**Quantum defects and correlation shifts of sodium-like Nd49+**

The table holds removal energies of 34 valence states from frozen-core Dirac-Hartree-Fock, with second-order and screened correlation shifts, Breit and QED shifts for the lowest s, p and d states, mean radii and quantum defects. The program tests whether the DHF defect is the sum of a Dirac term for charge 50 and the penetration of a Slater-screened hydrogenic core, and whether the correlation shift follows core polarisation. The Dirac term supplies 93 to 97 % of the g defects, and the sum is good to 1 % in g but 9 to 10 % low for s1/2 and p1/2. An inner charge fitted to the doublets falls from about 58.5 (p) to 50.0 (g) but overshoots the absolute defects. About half of the 4s to 5s step is due to unequal treatment of Breit and QED, and long-range polarisation accounts for the g shifts, roughly for f, and fails for d.

Nd49+ (Z = 60), one electron outside a closed [He] 2s2 2p6 core, calculated with B-spline many-body code 1: no-pair Dirac-Coulomb, frozen-core Dirac-Hartree-Fock (DHF), then Brueckner orbitals from a second-order or an RPA-screened correlation potential. The nuclear rms radius is 4.9123 fm. Shifts add to the DHF removal energy.

## Script

```python
# Table: Na-like Nd49+ valence levels, B-spline many-body code: frozen-core DHF removal energies, correlation,
# Breit and QED shifts (eV), quantum defects. Tested: defect = Dirac (charge 50 or fitted inner charge)
# + penetration of a screened hydrogenic core + correlation; correlation shift against core polarisation.
T = {
    'state': ['3s1/2', '4s1/2', '5s1/2', '6s1/2', '3p1/2', '4p1/2', '5p1/2', '6p1/2', '3p3/2', '4p3/2', '5p3/2', '6p3/2', '3d3/2', '4d3/2', '5d3/2', '6d3/2', '3d5/2', '4d5/2', '5d5/2', '6d5/2', '4f5/2', '5f5/2', '6f5/2', '7f5/2', '4f7/2', '5f7/2', '6f7/2', '7f7/2', '5g7/2', '6g7/2', '7g7/2', '5g9/2', '6g9/2', '7g9/2'],
    'state_removal_dhf_ev': [4306.3, 2344.2, 1471.6, 1008.8, 4189.3, 2295.8, 1447.2, 995.0, 4047.6, 2238.0, 1418.2, 978.3, 3902.0, 2182.8, 1391.1, 963.1, 3869.1, 2168.6, 1383.8, 958.8, 2139.2, 1369.4, 950.6, 698.1, 2133.2, 1366.3, 948.8, 697.0, 1364.3, 947.5, 696.1, 1362.5, 946.5, 695.5],  # eV
    'state_second_order_shift_ev': [0.8806, 0.3939, 0.181, 0.09891, 1.14, 0.4843, 0.2229, 0.1221, 1.026, 0.4443, 0.207, 0.1141, 1.244, 0.4329, 0.1931, 0.1048, 1.139, 0.3972, 0.1774, 0.09646, 0.3251, 0.1745, 0.09763, 0.06029, 0.3129, 0.1669, 0.09328, 0.05757, 0.05674, 0.03706, 0.02404, 0.05579, 0.03637, 0.02357],  # eV
    'state_screened_shift_ev': [0.8734, 0.3887, 0.1781, 0.09719, 1.13, 0.4774, 0.2191, 0.1199, 1.016, 0.4381, 0.2036, 0.1121, 1.236, 0.4282, 0.1904, 0.1033, 1.134, 0.3933, 0.1751, 0.09512, 0.3261, 0.1752, 0.09792, 0.06041, 0.3138, 0.1677, 0.09355, 0.05768, 0.05693, 0.03723, 0.02414, 0.05598, 0.03653, 0.02367],  # eV
    'state_breit_shift_ev': [-2.876, -1.124, None, None, -4.832, -1.913, None, None, -2.835, -1.115, None, None, -2.226, -0.8137, None, None, -1.072, -0.3877, None, None, None, None, None, None, None, None, None, None, None, None, None, None, None, None],  # eV
    'state_qed_shift_ev': [-2.291, -0.9232, None, None, -0.02834, -0.0131, None, None, -0.252, -0.1034, None, None, 0.07403, 0.02527, None, None, -0.01488, -0.01185, None, None, None, None, None, None, None, None, None, None, None, None, None, None, None, None],  # eV
    'state_mean_radius': [0.237, 0.435, 0.6929, 1.011, 0.2238, 0.4242, 0.6846, 1.005, 0.2325, 0.4359, 0.6992, 1.022, 0.1998, 0.4063, 0.6724, 0.9984, 0.2025, 0.4096, 0.6764, 1.003, 0.3559, 0.624, 0.9522, 1.34, 0.3576, 0.6259, 0.9543, 1.343, 0.5473, 0.8761, 1.265, 0.5486, 0.8775, 1.267],  # bohr
    'state_quantum_defect': [0.1881, 0.1895, 0.1926, 0.1937, 0.1493, 0.1497, 0.1524, 0.1534, 0.1004, 0.1008, 0.103, 0.104, 0.04718, 0.05215, 0.05559, 0.05737, 0.03501, 0.03956, 0.04252, 0.04423, 0.01281, 0.01639, 0.01859, 0.02008, 0.007184, 0.01073, 0.0129, 0.01438, 0.006907, 0.008681, 0.009938, 0.003567, 0.005339, 0.006594],
}
import numpy as np
from scipy.constants import physical_constants as pc, alpha as a
from scipy.linalg import eigh_tridiagonal
from scipy.optimize import brentq, minimize_scalar
from sympy.physics.wigner import wigner_3j
Ry = pc['Rydberg constant times hc in eV'][0]; Z, Q = 60, 50; R = Ry*Q**2
ad, aq = 0.000116702, 1.69572e-06  # dipole, quadrupole core polarisability (a.u.), further outputs of the same run
S = T['state']; N = len(S); n = np.array([int(s[0]) for s in S]); l = np.array(['spdfg'.index(s[1]) for s in S])
k = np.array([(int(s[2])+1)//2 for s in S])
col = lambda c: np.array([0.0 if v is None else v for v in T[c]])
d, E0, sc, so = map(col, ['state_quantum_defect', 'state_removal_dhf_ev', 'state_screened_shift_ev', 'state_second_order_shift_ev'])
bq = col('state_breit_shift_ev') + col('state_qed_shift_ev'); cv = (n-d)**3/(2*R)
reb = n - np.sqrt(R/(E0+sc+bq)); dh = n - np.sqrt(R/(R/(n-d)**2 - sc - bq))
def rel(z, n, k):  # Dirac defect; the -3/(4n) term is kept at the outer charge
    nu = n - k + np.sqrt(k*k - (z*a)**2); E = 2*Ry/a**2*(1 - 1/np.sqrt(1 + (z*a/nu)**2))
    return n - z*np.sqrt(Ry/E) + 3*a*a*(z*z - Q*Q)/(8*n)
h = 2e-4; r = h*np.arange(1, 20001); z1, z2 = Z-0.30, Z-2*0.85-7*0.35  # Slater's rules
core = [(0, r*np.exp(-z1*r)), (0, r*(1-z2*r/2)*np.exp(-z2*r/2)), (1, r*r*np.exp(-z2*r/2))]
core = [(c, p/np.sqrt((p*p).sum())) for c, p in core]
rho = sum(2*(2*c+1)*p*p for c, p in core)
V = -Z/r + (np.cumsum(rho)-rho/2)/r + np.cumsum((rho/r)[::-1])[::-1] - rho/(2*r)
sol = {L: eigh_tridiagonal(1/h**2+V+L*(L+1)/(2*r*r), np.full(len(r)-1, -0.5/h**2), select='i', select_range=(0, 6-L)) for L in range(5)}
pen = np.zeros(N); P2 = np.zeros((N, len(r)))
for i in range(N):
    L = int(l[i]); e, v = sol[L][0][n[i]-L-1], sol[L][1][:, n[i]-L-1]; x = 0.0; P2[i] = v*v
    for c, p in core:
        for K in range(abs(L-c), L+c+1, 2):
            g = v*p*r**K
            x += (2*c+1)*float(wigner_3j(L, K, c, 0, 0, 0))**2*2*np.sum(v*p/r**(K+1)*(np.cumsum(g)-g/2))
    pen[i] = n[i] - Q/np.sqrt(2*(x-e))
ix = {(n[i], l[i], k[i]): i for i in range(N)}
Zi = {L: [brentq(lambda z: rel(z, m, L)-rel(z, m, L+1)-dh[ix[m, L, L]]+dh[ix[m, L, L+1]], 30, 80)
          for m in sorted(set(n[l == L]))] for L in range(1, 5)}
zi = np.array([np.mean(Zi[max(L, 1)]) for L in l]); D = rel(Q, n, k)
rA = dh - D - pen; rB = dh - rel(zi, n, k) - pen
dip = Ry*ad*(P2 @ r**-4.0); quad = Ry*aq*(P2 @ r**-6.0)
cut = lambda q: Ry*ad*(P2 @ (-np.expm1(-(r/q)**6)/r**4))
rc = minimize_scalar(lambda q: np.sum(np.log(sc/cut(q))**2), bounds=(0.03, 0.3), method='bounded').x; C = cut(rc)
print(f"defect rebuilt from DHF+screened+Breit+QED: max dev {1e3*abs(reb-d).max():.2f}e-3 (0.05 eV rounding: up to {50*cv.max():.2f}e-3)")
print("inner charge from doublets, min-max: " + ", ".join(f"{'spdfg'[L]} {min(z):.2f}-{max(z):.2f}" for L, z in Zi.items()))
print(f"cut-off radius {rc:.3f} bohr (core 2p mean radius {5/z2:.3f}); rms log misfit {np.sqrt(np.mean(np.log(sc/C)**2)):.2f}")
print("screened/second-order: " + ", ".join(f"{'spdfg'[L]} {(sc/so)[l == L].min():.3f}-{(sc/so)[l == L].max():.3f}" for L in range(5)))
print("defects x1000: table Breit+QED corr DHF Dirac50 penetr resid(50) resid(inner) | shift over: dip, dip+quad, cut dip")
for i in range(N):
    b = f"{1e3*bq[i]*cv[i]:6.2f}" if bq[i] else "     -"
    q = f"{sc[i]/dip[i]:5.2f} {sc[i]/(dip[i]+quad[i]):5.2f}" if l[i] > 1 else "    -     -"
    print(f"{S[i]} {1e3*d[i]:7.2f} {b} {1e3*sc[i]*cv[i]:5.3f} {1e3*dh[i]:7.2f} {1e3*D[i]:6.2f} {1e3*pen[i]:7.2f} {1e3*rA[i]:6.2f} {1e3*rB[i]:6.2f} | {q} {sc[i]/C[i]:5.2f}")
wA, wB = np.argmax(abs(rA)), np.argmax(abs(rB/dh))
print(f"worst: charge 50 {S[wA]} {100*rA[wA]/dh[wA]:.1f}% of DHF defect; inner charge {S[wB]} {100*rB[wB]/dh[wB]:.1f}%; defect rounding <= 0.05e-3")
f = lambda x: " ".join(f"{1e3*y:.1f}" for y in np.diff(x))
for L, K in [(0, 1), (1, 1)]:
    m = (l == L) & (k == K)
    print(f"steps in n x1000, {'sp'[L]}1/2: table {f(d[m])} | DHF {f(dh[m])} | Dirac50 {f(D[m])} | penetr {f(pen[m])}")
print("Dirac50 share of defect, %: " + ", ".join(f"{'spdfg'[L]} {100*(D/d)[l == L].min():.0f}-{100*(D/d)[l == L].max():.0f}" for L in range(5)))
assert abs(reb-d).max() < 4e-4
assert (D/d)[l == 4].min() > 0.85
assert np.mean(Zi[1]) > np.mean(Zi[2]) > np.mean(Zi[3]) and abs(np.mean(Zi[4])-Q) < 0.5
assert all(d[ix[5, L, L+1]] > d[ix[5, L+1, L+2]] for L in range(4))
```

Output:

```
defect rebuilt from DHF+screened+Breit+QED: max dev 0.23e-3 (0.05 eV rounding: up to 0.25e-3)
inner charge from doublets, min-max: p 58.43-58.61, d 52.79-53.85, f 50.17-50.43, g 50.00-50.00
cut-off radius 0.121 bohr (core 2p mean radius 0.090); rms log misfit 0.26
screened/second-order: s 0.983-0.992, p 0.982-0.991, d 0.986-0.996, f 1.002-1.005, g 1.003-1.005
defects x1000: table Breit+QED corr DHF Dirac50 penetr resid(50) resid(inner) | shift over: dip, dip+quad, cut dip
3s1/2  188.10  -1.69 0.285  189.50  51.98  121.14  16.38 -10.10 |     -     -  1.18
4s1/2  189.50  -1.67 0.316  190.85  56.27  117.54  17.04  -9.57 |     -     -  1.43
5s1/2  192.60      - 0.291  192.31  58.83  116.18  17.30  -9.37 |     -     -  1.37
6s1/2  193.70      - 0.280  193.42  60.53  115.50  17.38  -9.31 |     -     -  1.34
3p1/2  149.30  -1.66 0.385  150.57  51.98   84.42  14.17 -12.31 |     -     -  1.39
4p1/2  149.70  -1.62 0.401  150.91  56.27   79.97  14.68 -11.93 |     -     -  1.57
5p1/2  152.40      - 0.367  152.03  58.83   78.32  14.88 -11.78 |     -     -  1.48
6p1/2  153.40      - 0.352  153.05  60.53   77.51  15.01 -11.69 |     -     -  1.45
3p3/2  100.40  -1.11 0.364  101.14  16.80   84.42  -0.08 -12.51 |     -     -  1.25
4p3/2  100.80  -1.06 0.382  101.48  21.01   79.97   0.51 -11.96 |     -     -  1.44
5p3/2  103.00      - 0.351  102.65  23.53   78.32   0.80 -11.69 |     -     -  1.38
6p3/2  104.00      - 0.338  103.66  25.20   77.51   0.95 -11.55 |     -     -  1.35
3d3/2   47.18  -0.81 0.468   47.53  16.80   31.41  -0.68  -5.50 |  0.20  0.02  0.73
4d3/2   52.15  -0.71 0.387   52.48  21.01   31.55  -0.08  -4.92 |  0.14  0.01  0.79
5d3/2   55.59      - 0.338   55.25  23.53   31.54   0.19  -4.66 |  0.12  0.01  0.77
6d3/2   57.37      - 0.319   57.05  25.20   31.52   0.32  -4.52 |  0.11  0.01  0.77
3d5/2   35.01  -0.42 0.435   34.99   5.57   31.41  -1.99  -5.18 |  0.18  0.02  0.67
4d5/2   39.56  -0.36 0.359   39.57   9.75   31.55  -1.73  -4.93 |  0.13  0.01  0.72
5d5/2   42.52      - 0.314   42.21  12.26   31.54  -1.59  -4.79 |  0.11  0.01  0.71
6d5/2   44.23      - 0.295   43.93  13.93   31.52  -1.52  -4.72 |  0.10  0.01  0.71
4f5/2   12.81      - 0.304   12.51   9.75    3.03  -0.27  -0.56 |  0.87  0.49  1.04
5f5/2   16.39      - 0.319   16.07  12.26    4.15  -0.34  -0.62 |  0.81  0.40  1.06
6f5/2   18.59      - 0.308   18.28  13.93    4.70  -0.35  -0.63 |  0.74  0.35  1.01
7f5/2   20.08      - 0.302   19.78  15.12    5.01  -0.36  -0.65 |  0.70  0.32  0.98
4f7/2    7.18      - 0.294    6.89   4.17    3.03  -0.31  -0.53 |  0.83  0.47  1.00
5f7/2   10.73      - 0.306   10.42   6.67    4.15  -0.40  -0.62 |  0.77  0.38  1.01
6f7/2   12.90      - 0.295   12.60   8.34    4.70  -0.44  -0.65 |  0.70  0.33  0.96
7f7/2   14.38      - 0.289   14.09   9.53    5.01  -0.46  -0.67 |  0.66  0.31  0.94
5g7/2    6.91      - 0.104    6.80   6.67    0.15  -0.02  -0.02 |  1.13  0.94  1.14
6g7/2    8.68      - 0.118    8.56   8.34    0.25  -0.03  -0.03 |  1.15  0.91  1.17
7g7/2    9.94      - 0.121    9.82   9.53    0.32  -0.04  -0.04 |  1.11  0.87  1.14
5g9/2    3.57      - 0.103    3.46   3.33    0.15  -0.02  -0.02 |  1.11  0.93  1.12
6g9/2    5.34      - 0.116    5.22   5.00    0.25  -0.03  -0.03 |  1.12  0.90  1.15
7g9/2    6.59      - 0.119    6.47   6.19    0.32  -0.04  -0.04 |  1.09  0.85  1.12
worst: charge 50 6s1/2 9.0% of DHF defect; inner charge 3d5/2 -14.8%; defect rounding <= 0.05e-3
steps in n x1000, s1/2: table 1.4 3.1 1.1 | DHF 1.3 1.5 1.1 | Dirac50 4.3 2.6 1.7 | penetr -3.6 -1.4 -0.7
steps in n x1000, p1/2: table 0.4 2.7 1.0 | DHF 0.3 1.1 1.0 | Dirac50 4.3 2.6 1.7 | penetr -4.5 -1.6 -0.8
Dirac50 share of defect, %: s 28-31, p 17-39, d 16-44, f 58-76, g 93-97
```
